**Estimating the charging ladder of a spherical dot by hand**

### The decision

A dot in contact with a reservoir holds $N$ electrons when the reservoir level lies between $\mu(N)$ and $\mu(N+1)$, where $\mu(N)=E(N)-E(N-1)$ is the chemical potential. Fixing an electron number means choosing where to set that level, and the width of the window is the addition energy $\mu(N+1)-\mu(N)$. In the spin-polarised LDA results below, the window is 1.8 hartree* wide at $N=8$ and about 0.54 at $N=10$, so eight electrons are far easier to hold than ten. Starred units are effective atomic units, and a label such as 1d names the first radial level with $l=2$.

Spherical dot in a Woods-Saxon well (depth 14 hartree*, radius 2.25 bohr*, edge 0.27 bohr*) with an attractive central point charge of 1 e, computed with the radks radial solver with Libxc in spin-polarised Kohn-Sham LDA (PW92 correlation). Shells are averaged over m and filled by a greedy search. For N electrons, the addition energy is E(N+1)+E(N-1)-2E(N).

```
electrons  chemical potential (hartree*)  unpaired electrons  rms radius (bohr*)  highest eigenvalue (hartree*)  highest level  addition energy (hartree*)
        1                         -13.96                   1              0.9473                         -13.59          1s up                         n/a
        2                         -13.01                   0               1.003                         -12.66          1s up                       2.131
        3                         -10.88                   1               1.132                         -10.58          1p up                      0.6031
        4                         -10.28                   2               1.201                         -9.972          1p up                      0.6165
        5                         -9.663                   3               1.247                         -9.353          1p up                      0.7873
        6                         -8.875                   2               1.285                         -8.589        1p down                      0.5776
        7                         -8.298                   1               1.315                         -8.005        1p down                      0.5875
        8                         -7.710                   0               1.340                         -7.416          1p up                       1.825
        9                         -5.886                   1               1.377                         -5.616          1d up                      0.5394
       10                         -5.346                   2               1.407                         -5.076          1d up                      0.5403
       11                         -4.806                   3               1.434                         -4.536          1d up                      0.5398
       12                         -4.266                   4               1.457                         -3.997          1d up                      0.5384
       13                         -3.728                   5               1.477                         -3.459          1d up                      0.6825
       14                         -3.045                   4               1.497                         -2.786        1d down                      0.5185
       15                         -2.527                   3               1.515                         -2.267        1d down                      0.5194
       16                         -2.007                   2               1.531                         -1.748        1d down                      0.5190
       17                         -1.488                   1               1.547                         -1.229        1d down                      0.5178
       18                        -0.9706                   0               1.561                        -0.7122          1d up                         n/a
```

### The picture

The analogy is a small charged capacitor, where each added electron raises the potential for the next by the same step $U$. It describes the plateaus of the addition energy, about 0.60 while 1p fills and 0.53 while 1d fills. A classical capacitor has no levels and no spin, and the analogy ends where these enter.

They enter in two ways. At $N=2$ and $8$ a shell is full, and the next electron must also climb to a higher level, at an extra cost $D$. At $N=5$ and $13$ a shell is half full with parallel spins, as the column of unpaired electrons shows, and the next electron enters spin-down and loses the exchange gain of Hund's rule, at an extra cost $J$. The label "up" at a closed shell only breaks a tie.

### The rule

The addition energy is $U$, plus $D$ at a closure or $J$ at half filling. Summing from $N=2$ gives

$$\mu(N)=\mu(2)+U\,(N-2)+D\,n_c+J\,n_h ,$$

where $n_c$ counts the closures and $n_h$ the half-filled p or d shells at electron numbers below $N$, and $\mu(2)=-13.01$ is read from the table. $U=0.55$ is the mean addition energy of the twelve plateau rows. $D=1.43$ and $J=0.18$ are the mean excesses over that value of the two closure rows and the two half-filled rows, so with two rows each they are calibrated and barely tested.

### Why the constants have these sizes

A uniformly charged sphere of radius $R$ has energy $3N^2/5R$, whose second difference in $N$ is $6/5R$. With the well radius this is $1.2/2.25=0.53$, close to $U$. The match is partly a cancellation. The electron cloud is more compact than such a sphere, and the computed Hartree energy $E_H$ gives $2E_H/N^2$ values 29% and 17% above the addition energy at $N=4$ and $17$. Exchange, relaxation of the density and the larger outer orbital should all lower the step, but their shares are untested.

For $D$, a hard spherical box has levels $x^2/2R^2$, with $x$ a zero of the spherical Bessel function, and to first order the central charge lowers each by $\langle 1/r\rangle$. For 1s and 1p the gap is $(1.99-0.82)-(0.97-1.08)=1.28$, and the same steps give 1.38 between 1p and 1d.

The closure peaks stand 1.53 and 1.26 above their neighbouring plateaus. The box therefore gets the size of $D$ to within about 0.25. Its ordering of the two gaps, the reverse of the peaks, carries no weight, because first order understates the pull of the charge most for 1s and so makes the 1s–1p gap too small. The computed spin-up gaps are 1.33 and 1.40 at $N=4$ and 0.93 and 1.09 at $N=17$. Both shrink as the dot fills, so each peak reflects the gap at its own closure. Subtracting from the addition energy the offsets $\varepsilon-\mu$ of rows $N$ and $N+1$, explained in the next section, leaves an estimate of that gap, 1.48 at $N=2$ and 1.26 at $N=8$. Both values lie on the shrinking trend. By these formulas $U$ scales as $1/R$ and the kinetic part of $D$ as $1/R^2$, so closures should stand out less in a wider well; this is an argument, since all rows share one radius.

For $J$, take a spin energy $-IM^2/4$, with $M$ unpaired electrons and exchange constant $I$, which splits up and down levels by $IM$. While $M$ rises or falls steadily, the second difference is $-I/2$, which is absorbed in $U$. At half filling of a shell with $g=2l+1$ orbitals, $M$ runs $g-1,\ g,\ g-1$, the second difference is $I(g-\tfrac12)$, and the bump over the plateau is $gI$. The computed level splittings at $N=4$ and $17$ predict 0.23 for 1p and 0.12 for 1d, against bumps of 0.19 and 0.15 over the mean of the adjacent rows. This supports the exchange origin in size, to about 20% of the bump.

### Eigenvalue and radius

The highest eigenvalue $\varepsilon$ lies above $\mu$ in every row. Janak's theorem makes $\varepsilon$ the slope of the energy with respect to occupation, so $\mu(N)$ is the average of $\varepsilon$ while the last electron is added. If $\varepsilon$ rises linearly by $U$ on the way, then $\varepsilon=\mu+U/2$. On the twelve plateau rows, $\varepsilon-\mu$ equals half that row's addition energy to within 0.003, as a nearly linear rise would give. The offset belongs to LDA: at $N=1$ the two should coincide, and the 0.37 between them is self-interaction error, so $\varepsilon$ is no removal energy here.

The rms radius follows $0.92\,N^{0.18}$ bohr*, from a least-squares line through the logarithms of all rows, rounded to two figures. It holds to 4% of the tabulated radius, with $N=1$ and $2$ the worst, and to 2% from $N=3$ on. From $N=2$ to $18$ the radius grows by a factor 1.56, whereas filling fixed box orbitals gives only 1.19. Much of that shortfall comes from the baseline: box orbitals feel neither the central charge nor the soft edge, and give 1.20 at $N=2$ against the tabulated 1.003. The orbitals also swell as the dot fills, the mean 1s radius going from 0.98 at $N=4$ to 1.18 at $N=17$.

### Two rows worked

For $N=8$, the closure at 2 and the half filling at 5 have been passed:

$$\mu(8)=-13.01+6(0.55)+1.43+0.18=-8.10,\qquad \varepsilon\approx-8.10+0.55/2\approx-7.8 .$$

The table has $-7.71$ and $-7.42$, so both estimates are 0.4 too low. The addition energy is $U+D=1.98$ against 1.825.

For $N=13$, two closures and one half filling have been passed:

$$\mu(13)=-13.01+11(0.55)+2(1.43)+0.18=-3.92,\qquad \varepsilon\approx-3.92+0.55/2\approx-3.6 .$$

The table has $-3.73$ and $-3.46$, and the addition energy is $U+J=0.73$ against 0.68. Both rows entered the calibration, $N=8$ through $D$ and $N=13$ through $J$, so neither is an independent prediction.

### Accuracy

All sixteen addition energies are reproduced within 11% of the tabulated value, with $N=4$ the worst. For $\mu$ from $N=3$ to $18$ the rms error is 0.22 on a ladder 13 hartree* high. The rule lies too low throughout that range, and most at $N=8$, because the shortfalls at the first closure and through the 1p shell accumulate before the excesses from $N=8$ on repay them. The near-zero error at $N=18$ is built in, since constants chosen as means preserve the total sum.

The plateau is the part that is easiest to improve. Its rms error of 0.034 falls to 0.012 with one mean per shell, and to 0.025 with capacitor scaling $c/r_{\rm rms}$, $c$ fitted by least squares to the same twelve rows. The flatness within 1d partly reflects the averaging over $m$, which removes deformation and multiplet structure. Without any calibration, starting from the box 1s level with $6/5R$, the box gaps and no $J$, $\mu$ comes out 1.4 too low at both $N=8$ and $18$.

### Where the rule stops

Below the anchor it fails: the step from $N=1$ to $2$ is 0.95, which leaves $\mu(1)$ too high by 0.40. Two causes are expected, and their shares are not separated here. Both electrons sit in 1s, the most compact orbital, where they repel more strongly. One electron is also a half-filled 1s shell, so the second enters spin-down at an exchange cost that the rule leaves out.

Inside the 1d shell the rule assumes that 2s stays empty. The central charge pulls 2s down by 1.38 and 1d by only 0.73, and the box estimate makes them nearly degenerate. The calculation puts 2s above 1d, by less than 0.1 at $N=4$ and about 0.3 at $N=17$. At $N=14$, placing the last electron in 2s spin-up would gain about $5I\approx0.15$ in spin energy (with $I$ from the 1d bump), to be set against the gap near $N=13$, where a straight line between the two computed gaps gives 0.24. So 1d⁶ should stay below 1d⁵2s¹, though by a margin of only the order of 0.1. The peak at $N=13$ depends on this, and since the filling search is greedy and can miss a lower state, running 1d⁵2s¹ directly is the way to confirm it.

Beyond $N=18$, $D$ does not apply, because the next level is this nearby 2s. Using $D$ would give $\mu(19)\approx+1.0$, while the $N=17$ step and 2s–1d gap give roughly $-0.15$. That extrapolation is too close to zero to decide whether a nineteenth electron is bound.
